Dear colleague,

the quartic term in your Ca$^+$ trap turns the axial motion into the oscillator on which Heisenberg tried out his multiplication rule in 1925, and one dimensionless number decides what you can see of it. I write $M$ for the ion mass and $x$ for the axial coordinate. ``Octupole'' is meant in the trap sense, a potential of fourth degree, and I take it to be static:
\begin{equation}
\ddot x+\omega^2x+\lambda x^3=0,\qquad V=\tfrac12M\omega^2x^2+\tfrac14M\lambda x^4,\qquad \lambda=\pm\,\omega^2/L^2 .
\end{equation}
At $|x|=L$ the two forces have equal size.

\section*{The rule}

Classically $x(t)$ is a Fourier series, and a product of two series is a convolution of coefficients. Heisenberg replaced the Fourier terms by amplitudes $x(n,k)e^{i\omega(n,k)t}$, one for each pair of states, with $x(k,n)=x(n,k)^*$. The frequencies obey the Ritz combination principle, $\omega(n,k)+\omega(k,l)=\omega(n,l)$, which amounts to $\hbar\omega(n,k)=E_n-E_k$. A term of $x$ times a term of $y$ oscillates at $\omega(n,l)$, whatever the spectrum, if the two are chained through a common state $k$. Ritz thus selects the pairs. The unit weight of each pair comes from correspondence with the convolution at large $n$:
\begin{equation}
(xy)(n,l)=\sum_k x(n,k)\,y(k,l).
\end{equation}
This is matrix multiplication, and $xy\neq yx$ in general. The scale of the amplitudes is set by the quantum condition, which is the Thomas--Kuhn sum rule, $\sum_k\omega(k,n)|x(n,k)|^2=\hbar/2M$.

\section*{Dimensional analysis}

The four quantities $M,\omega,\lambda,\hbar$ involve three dimensions, with $[\lambda]=$ length$^{-2}$time$^{-2}$, so there is one dimensionless group:
\begin{equation}
a=\sqrt{\frac{\hbar}{M\omega}},\qquad g=\frac{\lambda\hbar}{M\omega^3}=\pm\frac{a^2}{L^2}.
\end{equation}
With $q=x/a$, $\Omega=\omega(n,k)/\omega$ and $\epsilon=E/\hbar\omega$ the energy is $\epsilon=\frac12p^2+\frac12q^2+\frac14gq^4$, and the problem reads
\begin{equation}
[1-\Omega(n,k)^2]\,q(n,k)+g\,(q^3)(n,k)=0,\qquad \sum_k\Omega(k,n)|q(n,k)|^2=\tfrac12 .
\end{equation}

\section*{Small $g$, small $n$}

At $g=0$ only $\Omega=\pm1$ is allowed, so the states form a ladder. Let $b_n=q(n,n-1)$ be real. The quantum condition gives $b_{n+1}^2-b_n^2=\frac12$, and a lowest state requires $b_0=0$. Hence $b_n^2=n/2$, or $|x(n,n-1)|^2=n\hbar/2M\omega$.

At first order three chains of three steps lead from $n$ to $n-1$, and they give $(q^3)(n,n-1)=b_n(b_{n+1}^2+b_n^2+b_{n-1}^2)=\frac32nb_n$. Therefore $\Omega_n^2=1+\frac32gn$ for $\Omega_n\equiv\Omega(n,n-1)$. One chain leads to $n-3$, where $1-\Omega^2=-8$, so $q(n,n-3)=\frac18g\,b_nb_{n-1}b_{n-2}$. This overtone enters the quantum condition only at order $g^2$, which leaves $\Omega_nb_n^2=n/2$ and $b_n^2=\frac n2(1-\frac34gn)$.

The diagonal harmonic energy is $\frac12\sum_k(1+\Omega^2)|q(n,k)|^2$. Since $\frac12(1+\Omega^2)=|\Omega|$ to first order, it equals $\Omega_{n+1}b_{n+1}^2+\Omega_nb_n^2=n+\frac12$, with no correction. The quartic part needs $(q^4)(n,n)=(n+\frac12)^2+\frac14(n+1)(n+2)+\frac14n(n-1)=\frac32(n^2+n+\frac12)$. Thus
\begin{equation}
E_n=\hbar\omega\left(n+\tfrac12\right)+\frac{3\lambda\hbar^2}{8M\omega^2}\left(n^2+n+\tfrac12\right)+O(g^2\hbar\omega),
\end{equation}
and $\epsilon_n-\epsilon_{n-1}=1+\frac34gn$ reproduces $\Omega_n$, as Ritz demands.

The next order is quickest from the sum $\frac1{16}g^2\sum_{k\ne n}|(q^4)(n,k)|^2/(n-k)$ with the harmonic elements $(q^4)(n+2,n)=\frac12(2n+3)\sqrt{(n+1)(n+2)}$ and $(q^4)(n+4,n)=\frac14\sqrt{(n+1)(n+2)(n+3)(n+4)}$. It gives $-\frac1{128}g^2(34n^3+51n^2+59n+21)$. With $\nu=n+\frac12$,
\begin{equation}
\epsilon_n=\nu+\tfrac38g\left(\nu^2+\tfrac14\right)-\tfrac1{256}g^2\left(68\nu^3+67\nu\right),\qquad
\Omega_n=1+\tfrac34gn-\tfrac3{64}g^2(17n^2+7).
\end{equation}
Each order brings one more power of $n$, so the expansion parameter is $gn$ and not $g$.

\section*{Large $n$ at fixed $s=g\nu$}

For $g>0$ put $q=\xi/\sqrt g$ and $p=\eta/\sqrt g$. Then $g\epsilon=\frac12\eta^2+\frac12\xi^2+\frac14\xi^4$ holds no parameter, and $g$ plays the part of Planck's constant. This suggests the form $\epsilon_n=g^{-1}f_0(s)+g f_1(s)+\dots$, and the series above sorts itself accordingly:
\begin{equation}
f_0=s+\tfrac38s^2-\tfrac{17}{64}s^3+\dots,\qquad f_1=\tfrac3{32}-\tfrac{67}{256}s+\dots
\end{equation}
Here $f_0$ is the classical energy at action $2\pi\hbar\nu$, and $f_1/f_0$ enters with weight $g^2$, a relative correction $\frac3{32}g/\nu$ at small $s$. The classical orbit of amplitude $A$, with $u=\lambda A^2/\omega^2$ and $x=A\sin\phi$, has period $4\omega^{-1}\int_0^{\pi/2}d\phi\,[1+u-\frac12u\cos^2\phi]^{-1/2}$, so that
\begin{equation}
\Omega_{\rm cl}=\frac{\pi\sqrt{1+u}}{2K(m)}=1+\tfrac38u-\tfrac{21}{256}u^2+\dots,\qquad m=\frac{u}{2(1+u)},
\end{equation}
where $K$ is the complete elliptic integral in the parameter $m$. Solving $\frac12u+\frac14u^2=f_0(s)$ gives $u=2s-\frac54s^2$, and then $\Omega_{\rm cl}=1+\frac34s-\frac{51}{64}s^2=f_0'(s)$. At $s=gn$, midway between the two levels, this is the leading-$n$ part of $\Omega_n$ in each order.

It is worth asking what separates Heisenberg's result from the old quantum theory. Integer Bohr--Sommerfeld quantisation, $\epsilon=f_0(gn)/g$, gives $\Omega_n=1+\frac34gn-\frac38g$. Half-integer quantisation removes the offset $\frac38g$ and differs from the full $\Omega_n$ first by $\frac{67}{256}g^2$. Both differences are independent of $n$, so a ladder of lines cannot tell them from a small change of $\omega$. The step $\frac34g$ between neighbouring lines is common to all three schemes at first order.

For $s\gg1$ the quartic term dominates. Then $\oint p\,dq=8I g^{-1/4}\epsilon^{3/4}=2\pi\nu$ with $I=\int_0^1\sqrt{1-t^4}\,dt=0.8740$. The harmonic term is added as its orbit average. With the turning point $q_t^2=2\sqrt{\epsilon/g}$ one has $\langle q^2\rangle/q_t^2=\int_0^1t^2(1-t^4)^{-1/2}dt\big/\!\int_0^1(1-t^4)^{-1/2}dt=0.4569$, and
\begin{equation}
f_0\simeq0.8671\,s^{4/3}+0.4255\,s^{2/3}\qquad(s\gg1).
\end{equation}
The leading terms of the two regimes are equal at $s=0.8671^{-3}=1.53$.

\section*{Large $g$}

The substitution $q=g^{-1/6}y$ gives $\epsilon=g^{1/3}[\frac12p_y^2+\frac14y^4+\frac12g^{-2/3}y^2]$. The units become $\omega_4=\omega g^{1/3}=(\lambda\hbar/M)^{1/3}$ and $a_4=ag^{-1/6}$, and $\omega$ has dropped out of both. Diagonalising $\frac12p_y^2+\frac14y^4$ in 50 oscillator states gives the levels $0.4208$, $1.5079$, $2.9588$ and $\frac12\langle y^2\rangle_0=0.2281$, so $\epsilon_0\simeq0.4208\,g^{1/3}+0.2281\,g^{-1/3}$. The semiclassical $0.8671\,\nu^{4/3}$ yields $0.344$ and $1.489$ for the first two levels: poor for $n=0$, close for $n=1$. For the ground state the crossover looks as follows, where the last column is the diagonalisation of the full problem.

\begin{center}
\begin{tabular}{ccccc}
$g$ & first order & second order & large $g$, two terms & diagonalised\\ \hline
0.04 & 0.5075 & 0.50724 & 0.811 & 0.50726\\
0.4 & 0.575 & 0.54875 & 0.620 & 0.55915\\
1 & 0.6875 & 0.52344 & 0.649 & 0.62093\\
4 & 1.25 & $-1.375$ & 0.812 & 0.80377
\end{tabular}
\end{center}

First order is the closer estimate at $g=0.4$ and the large-$g$ form at $g=1$, so the handover lies between them. At $g=1$ the second-order term already makes matters worse.

\section*{Negative $\lambda$}

A softening octupole gives barriers at $x=\pm L$ of height $\frac14M\omega^2L^2=\hbar\omega/4|g|$. At that energy $p=(1-|g|q^2)/\sqrt{2|g|}$, so $\oint p\,dq=4\sqrt2/3|g|$, and the well holds levels up to $|s|=2\sqrt2/3\pi=0.300$. The frequency vanishes there, $f_0$ is singular, and its power series cannot converge beyond $|s|=0.300$ for either sign of $s$. That lies well below the crossover at $1.53$. The levels are strictly resonances. Tunnelling from the bottom of the well is suppressed by $e^{-S}$ with $S=2\int_0^{\sqrt{2/|g|}}q\sqrt{1-\frac12|g|q^2}\,dq=4/3|g|$. Since any negative $g$ unbinds the ion, the series in $g$ has zero radius of convergence. Bender and Wu (1969) showed that the ratio of successive ground-state terms tends to $-\frac34gk$ at order $k$, so the terms shrink until $k\approx S$.

\section*{Temperature and time}

Let $\theta=k_BT/\hbar\omega$ and $\bar n=(e^{1/\theta}-1)^{-1}$. The thermal distribution has $\langle n^2\rangle=2\bar n^2+\bar n$, and the first-order shift of the free energy is $\frac34g(\bar n+\frac12)^2\hbar\omega=\frac3{16}g\coth^2(1/2\theta)\,\hbar\omega$. For $\theta\ll1$ it is $\frac3{16}g(1+4e^{-1/\theta})\hbar\omega$, and for $\theta\gg1$ it is $(\frac34\theta^2+\frac18)g\hbar\omega$. It rivals $k_BT$ when $g\theta\sim1$, at $k_BT\sim M\omega^2L^2$, a condition free of $\hbar$.

In time, the step between lines sets the rate
\begin{equation}
\chi=\tfrac34g\omega=\pm\frac{3\hbar}{4ML^2}.
\end{equation}
At fixed $L$ it does not depend on $\omega$: scaling all static voltages together changes $g$ as $1/\omega$ and leaves $\chi$ alone. Only a smaller $L$ or a lighter ion enlarges it. For a coherent state of mean $\bar n$ the oscillation of $\langle x\rangle$ is a Poisson average of $e^{-i[\omega+\chi(n+1)]t}$, and its envelope is $\exp[-\bar n(1-\cos\chi t)]$. It falls to $e^{-1/2}$ at $t_c=1/|\chi|\sqrt{\bar n}$ for $\bar n\gg1$ and revives at $2\pi/|\chi|$. The collapse also occurs for a classical ensemble with the same spread of action. The revival needs integer $n$.

\section*{Numbers for $^{40}$Ca$^+$}

As given inputs I take $M\approx39.96$ u, a typical $\omega=2\pi\times1$ MHz and an assumed $L=1.0\times10^5$ nm. Put in your own $L$, since $g$ scales as $L^{-2}$, and read the digits below as consequences of these inputs. Then $\hbar\omega=4.136\times10^{-9}$ eV ($48.0\ \mu$K), $a=15.90$ nm, $|x(1,0)|=11.25$ nm, $M\omega^2=1.635\times10^{-11}$ eV\,nm$^{-2}$, $\frac14M|\lambda|=4.09\times10^{-22}$ eV\,nm$^{-4}$, and
\begin{equation}
|g|=2.53\times10^{-8}.
\end{equation}
I take $\lambda>0$ unless I say otherwise. The ground state rises by $\frac3{16}g\hbar\omega=1.96\times10^{-17}$ eV. Each further quantum raises the line by $\hbar\chi=7.85\times10^{-17}$ eV, or $\chi/2\pi=19.0$ mHz ($\chi=0.119$ s$^{-1}$). The offset of integer Bohr--Sommerfeld quantisation is $9.5$ mHz, and $\frac{67}{256}g^2=1.7\times10^{-16}$.

There are two crossovers in $n$ above the ground state. The second-order term $\frac{51}{64}g^2n^2$ of $\Omega_n$ reaches one step $\frac34g$ at $n=\sqrt{16/17g}=6.1\times10^3$. Beyond that the first-order formula still gives the shift to a small relative margin but miscounts quanta. The quartic regime starts at $n\approx1.53/g=6.1\times10^7$, where the amplitude is of order $L$ and the sixth-degree terms of a real electrode potential, omitted here, are in general no longer small. For $\lambda<0$ the barrier is $40.9$ meV ($474$ K), the well holds $1.19\times10^7$ levels, and $S=5.3\times10^7$, so neither tunnelling nor the divergence of the series concerns you.

At a typical Doppler-cooling temperature of about $0.5$ mK, $\theta=10.4$ and $\bar n=9.9$. The $n\to n+1$ line, weighted by population, shifts by $(\bar n+1)\chi/2\pi=0.21$ Hz and has an rms spread $\sqrt{\bar n(\bar n+1)}\,\chi/2\pi=0.20$ Hz. The thermal crossover $M\omega^2L^2=0.164$ eV corresponds to $1.9\times10^3$ K.

A driven coherent state is the practical probe. For $\bar n=10^4$ the amplitude is $a\sqrt{2\bar n}=2.25\times10^3$ nm and $s=2.5\times10^{-4}$. The first-order shift is $190$ Hz, the second-order one $-0.051$ Hz, and $t_c=84$ ms. The revival would come at $52.7$ s. The curvature of $\Omega_n$ across the Poisson width adds only a phase $\frac{51}{64}g^2\bar n\cdot8\pi/3g=\frac{17}8\pi g\bar n=1.7\times10^{-3}$ rad by then, so the limit is motional coherence over nearly a minute and not the expansion.

To reach $g=1$ you would null the static quadrupole at fixed $\lambda$ until $\omega$ falls to $\omega_4=2\pi\times2.94$ kHz, a reduction of $\omega^2$ to $8.6\times10^{-6}$ of its starting value. The scales are then $\hbar\omega_4=1.21\times10^{-11}$ eV ($141$ nK) and $a_4=294$ nm. At complete nulling the lowest lines lie at $1.0871\,\omega_4$ and $1.4509\,\omega_4$, the first at $3.19$ kHz. Past the null, $\omega^2<0$ opens a double well, and the same group with $|\omega|$ governs it. A stray force must stay well below $\hbar\omega_4/a_4=4.1\times10^{-14}$ eV\,nm$^{-1}$, a field of $41\ \mu$V\,m$^{-1}$.

\section*{What competes with 19 mHz}

Four neglected effects are of the same size as $\chi$.

First, a cubic potential. Add $\omega^2x^2/L_3$ to the equation of motion, and set $\gamma=a/L_3$. The term $\frac13\gamma q^3$ has no diagonal element. At second order the elements $(q^3)(n,n-1)=\frac32nb_n$ and $(q^3)(n,n-3)=b_nb_{n-1}b_{n-2}$ give $-\frac1{72}\gamma^2(30n^2+30n+11)$, which changes $\Omega_n$ by $-\frac56\gamma^2n$. You therefore measure
\begin{equation}
g_{\rm eff}=g-\tfrac{10}9\gamma^2=a^2\left(\pm\frac1{L^2}-\frac{10}{9L_3^2}\right).
\end{equation}
Both terms carry one power of $\hbar$, so no choice of $M$, $\omega$ or small $n$ separates them. For $\lambda>0$ they cancel at $|L_3|=\sqrt{10/9}\,L=1.05\times10^5$ nm.

Second, the radial modes. A static potential obeys Laplace's equation, so $x^4$ comes with cross terms. With axial symmetry the combination is $x^4-3x^2\rho^2+\frac38\rho^4$, $\rho^2=y^2+z^2$ in the transverse coordinates. The cross term changes $\omega^2$ by $-\frac32\lambda\langle\rho^2\rangle$. In the secular approximation, for two radial modes of frequency $\omega_r$, $\langle\rho^2\rangle=a^2(\omega/\omega_r)(n_y+n_z+1)$, and the axial line moves by $-\chi(\omega/\omega_r)(n_y+n_z+1)$. For a typical $\omega_r=3\omega$ that is $-6.3$ mHz per radial quantum. At $0.5$ mK, $\langle n_y+n_z+1\rangle=\coth(3/2\theta)=6.99$, and the shift is $-44$ mHz, more than two axial steps. Without axial symmetry the coefficients of $x^2y^2$ and $x^2z^2$ still add to $-6$, so the thermal mean survives for equal radial frequencies.

Third, displacement. An offset $x_0$ from the symmetry point raises $\omega^2$ by $3\lambda x_0^2$ and the frequency by the fraction $\frac32x_0^2/L^2$. This equals one step at $x_0=a/\sqrt2=11.25$ nm, which takes a force $M\omega^2x_0=1.84\times10^{-10}$ eV\,nm$^{-1}$, or $0.184$ V\,m$^{-1}$.

Fourth, drift. One step is a fraction $1.9\times10^{-8}$ of $\omega$, and since $\omega$ goes as the square root of the static voltage, a fractional voltage change of $3.8\times10^{-8}$ imitates it.

At $\bar n=10^4$ the last three need only be held small against $190$ Hz, which is $10^4$ times looser, and the slope of frequency against squared amplitude gives $g_{\rm eff}$ cleanly. That slope is the classical $\frac38u$ corrected for the cubic term. The individual rungs of Heisenberg's ladder appear only when all four effects, and the motional linewidth, are controlled at the level of $\hbar\chi\approx8\times10^{-17}$ eV.